**Question: does the deuterium coupling report the charge on the carbon?**

I am comparing butyl compounds in which one end carbon, the marked atom, carries a different group each time. The quantity I care about is the deuterium quadrupole coupling on that carbon, which sets the line splitting in solid-state deuterium NMR. I had hoped to read it as a gauge of how strongly the group pulls electrons off the carbon.

Non-relativistic PBE0/pcSseg-1 calculations with PySCF 2.14.0 and density fitting, in the gas phase at PBE0-D3(BJ)/def2-SVP geometries. The molecules are *CCCC (SMILES) with the group * varied; the marked atom is the C that carries it. The 2H coupling is the quadrupole coupling eQq/h of deuterium on that carbon, with a quadrupole moment of 0.00286 barn.

```
   group *   formula  binding atom  its electronegativity  bond from the marked atom to the group (Å)  torsion about that bond, heaviest neighbours (°)  2H coupling on it (MHz)  IAO charge of the marked atom (e)
   *[GeH3]   C4H12Ge            Ge                  2.010                                       1.965                                                46                    0.196                              -0.49
      *CCF    C6H13F             C                  2.550                                       1.522                                               178                    0.190                              -0.25
*[O][AlH2]  C4H11AlO             O                  3.440                                       1.392                                                31                    0.182                              -0.03
  *O[SiH3]  C4H12OSi             O                  3.440                                       1.409                                               172                    0.180                              -0.04
        *F     C4H9F             F                  3.980                                       1.377                                               n/a                    0.183                               0.05
```

1. Which groups give the larger coupling, and what is the normal value?
2. Can I trust the order of the fluorine row and the two oxygen rows?
3. What changes if the fluorine sits further along the chain?
4. Hydrogen has only a round 1s shell, so why is there a coupling at all?
5. If a group pulls electrons off the carbon, shouldn't the coupling rise?
6. What else could make it fall next to oxygen and fluorine?
7. Would another quadrupole moment change the picture, and can I compare the values with a measured spectrum?

**Answer**

### 1. Which is larger?

The germanium compound has the largest coupling, 0.196 MHz, and the oxygen and fluorine compounds have the smallest. The normal value for a hydrocarbon chain is close to 0.19 MHz. You can read it from \*CCF, but also from the unmarked CH₂ groups further along the chain in the germanium and OSiH₃ molecules. Measured from there, germanium raises the coupling by about 3 % and OSiH₃ lowers it by about 5 %. These are small effects on a quantity that is mostly the same for every C–H bond in the table.

### 2. Which digits can be trusted?

The split into three levels, with germanium above carbon and carbon above oxygen and fluorine, is clear for these molecules in their computed shapes. The order within the last group is not. Its three rows span 0.003 MHz, and the two hydrogens on the marked carbon of \*O[SiH₃] already differ from each other by that much. Each molecule was computed in one frozen shape, and the two oxygen compounds are twisted differently about the bond from the marked carbon to oxygen. A comparison of aluminium with silicon, or of oxygen with fluorine, would therefore mix the element with the shape.

### 3. What if the fluorine moves away?

The table contains this experiment. In \*F the fluorine sits on the marked carbon and the coupling is 0.183 MHz. In \*CCF it sits two carbons further on, and the coupling is back at 0.190 MHz, the value of an ordinary chain. So the effect of fluorine has faded two carbons away. The table has no compound with fluorine one carbon away, but \*O[SiH₃] suggests what to expect: on the CH₂ next to its marked carbon, the coupling is already back at about 0.190 MHz.

### 4. Where does the coupling come from?

A quadrupolar nucleus such as deuterium is slightly non-spherical, so its energy depends on how it is oriented in an electric field that varies from place to place. For atoms such as nitrogen or chlorine, the Townes–Dailey picture explains this field gradient by unequal filling of the atom's own p orbitals. Hydrogen has no valence p orbitals, and its round 1s shell gives no gradient at its own centre. To a first approximation the gradient must come from outside, above all from the carbon nucleus next door.

A point charge Z at distance r gives a gradient of 2Z/r³ along the line to it, in atomic units. Take the bare carbon nucleus, Z = 6, and a rough C–H length of 1.1 Å, or 2.08 bohr. The result corresponds to a coupling of about 0.9 MHz, whereas the computed value in \*CCF is only about a fifth of that. Electrons cancel most of the pull of the nucleus, and the coupling is what remains. A small remainder of two large terms responds to where the electrons are, and not only to how many of them belong to each atom.

### 5. Shouldn't electron withdrawal raise it?

That is what the simplest electrostatic picture says. If electrons leave the carbon, its nucleus is less well screened, and the gradient at the hydrogen should grow. A change dq in the carbon's charge should add 2dq/r³, and an opposite charge on the atom of the group that binds to the carbon should take a little of this back. The charges come from the column of IAO charges, which divides the electrons among the atoms.

Take \*O[SiH₃] as the worked case. Its marked carbon is more positive than that of \*CCF by 0.21 e. The formula gives 2 × 0.21/2.08³ ≈ 0.047 atomic units, and at 0.67 MHz per atomic unit this is a rise of about 0.03 MHz. The calculation shows a fall of 0.01 MHz.

The same happens in the other rows. Relative to \*CCF, the picture predicts the wrong direction for all four other compounds, germanium included, and shifts several times too large. None of its constants was adjusted to these couplings, so this is a plain failure of the picture.

A likely reason is what an atomic charge leaves out. It adds up all the electrons assigned to an atom, wherever they sit, while the gradient weights each bit of charge by its direction and by 1/r³. A bit of charge halfway along the C–H bond counts eight times as much as the same bit at the carbon nucleus. A group can therefore make the carbon more positive overall and still leave the deuterium with a smaller gradient.

The charge does remain useful as a label. A straight line fitted to all five rows, \*O[SiH₃] among them, gives a lower coupling for a more positive carbon. When each row is predicted from the other four, the typical error is about 0.003 MHz, enough to separate germanium from oxygen but not oxygen from fluorine. The slope of this line describes a correlation and has the opposite sign to the electrostatic effect. The printed output below gives the results of both tests.

### 6. What else could lower it?

The C–H bond length is the first suspect. If the screening stayed the same, the coupling would follow 1/r³, so a bond longer by 1 % would lower it by about 3 %. The fall in \*O[SiH₃] would then need a lengthening of about 0.02 Å, and the rise next to germanium a shortening of about 0.01 Å. Screening changes with length too, so only the order of magnitude counts: a hundredth of an ångström or so is enough to matter.

The germanium molecule offers a hint. The methyl group at the far end of its chain has a coupling of 0.196 MHz, practically the same as the CH₂ next to germanium, although no germanium is attached to it. Methyl C–H bonds are generally a little shorter than those in the middle of a chain, which fits the idea in direction. The difference is usually only a few thousandths of an ångström, though, less than the estimate above would need, and the methyl carbon also carries more negative charge than a chain CH₂. So it remains a hint.

Next to oxygen there is a known way to lengthen the bond. A lone pair on oxygen can donate into the antibonding orbital of a neighbouring C–H bond and weaken it. Whether this accounts for the lower couplings here is a guess, and the Mayer bond orders of the same runs give it no clear support: the marked C–H bonds in \*O[SiH₃] come out no weaker than those next to germanium. Fluorine is a further difficulty: it holds its lone pairs more tightly and should donate less, yet its row lies about as low. The test would be to compare the C–H lengths, and then to repeat the calculation with all of them set to the same value.

### 7. What about the quadrupole moment and experiment?

The coupling is the field gradient multiplied by the quadrupole moment of deuterium. A moment larger by 1 % would raise every value by 1 % and leave the order and the percentage differences as they are. An error in the moment therefore cancels when you compare two compounds by the ratio of their couplings.

For an absolute comparison, be more careful. Measured couplings of deuterium in hydrocarbon chains are roughly 0.17 MHz, a recalled round value, so the computed ones lie about a tenth too high. The calculation uses a small basis set designed for shieldings and a molecule that doesn't vibrate. It is also non-relativistic, without spin–orbit coupling, which should matter little for deuterium on carbon, even next to germanium. The aluminium compound is a single gas-phase molecule, whereas such alkoxides normally aggregate. Motion matters too: a methyl group that spins quickly about its axis shows only about a third of its static splitting. The offset of about a tenth is comparable to the whole range of the table, so a measured coupling should be compared with that of a measured reference compound, and not directly with these numbers.

For your original purpose, the coupling is a poor gauge of how strongly a group pulls electrons off the carbon. Among the marked CH₂ groups it separates germanium, carbon and the oxygen–fluorine set, but it can't rank oxygen against fluorine. A methyl group at the end of the chain also has practically the same static coupling as the CH₂ next to germanium, so compare CH₂ only with CH₂.

Output of the analysis:

```
Shifts from the CCF row in MHz and charge change in e:
         row  computed shift  charge change  point-charge shift
     *[GeH3]           0.006          -0.24            -0.03531
        *CCF               0              0                   0
  *[O][AlH2]          -0.008           0.22             0.03096
    *O[SiH3]           -0.01           0.21             0.02962
          *F          -0.007            0.3             0.04213
Whole range of the coupling, MHz: 0.016
Whole range in percent of the CCF row: 8.421
Range among the O and F rows, MHz: 0.003
Difference of the two hydrogens in the OSiH3 row, MHz: 0.00328
Ge molecule, mean of marked CH2, MHz: 0.1954
Ge molecule, mean of other chain CH2, MHz: 0.1892
Ge molecule, mean of methyl, MHz: 0.1956
Ge molecule, marked less other CH2, MHz: 0.00617
OSiH3 molecule, mean of marked CH2, MHz: 0.1808
OSiH3 molecule, mean of other chain CH2, MHz: 0.1901
OSiH3 molecule, marked less other CH2, MHz: -0.009307
Field gradient in the CCF row, atomic units: 0.2827
Coupling from a bare carbon nucleus at 1.1 angstrom, MHz: 0.8978
CCF coupling in percent of the bare-nucleus term: 21.16
Point-charge slope from carbon alone, MHz per e: 0.1496
C-H length change that would give the Ge shift, angstrom: -0.01158
C-H length change that would give the OSiH3 shift, angstrom: 0.0193
fit of cq_d on 5 rows: constant 0.1818 +/- 0.0014, coefficient of q_iao -0.02883 +/- 0.0055; rms 0.00185, worst *O[SiH3] 0.00297, leave-one-out rms 0.00279
```
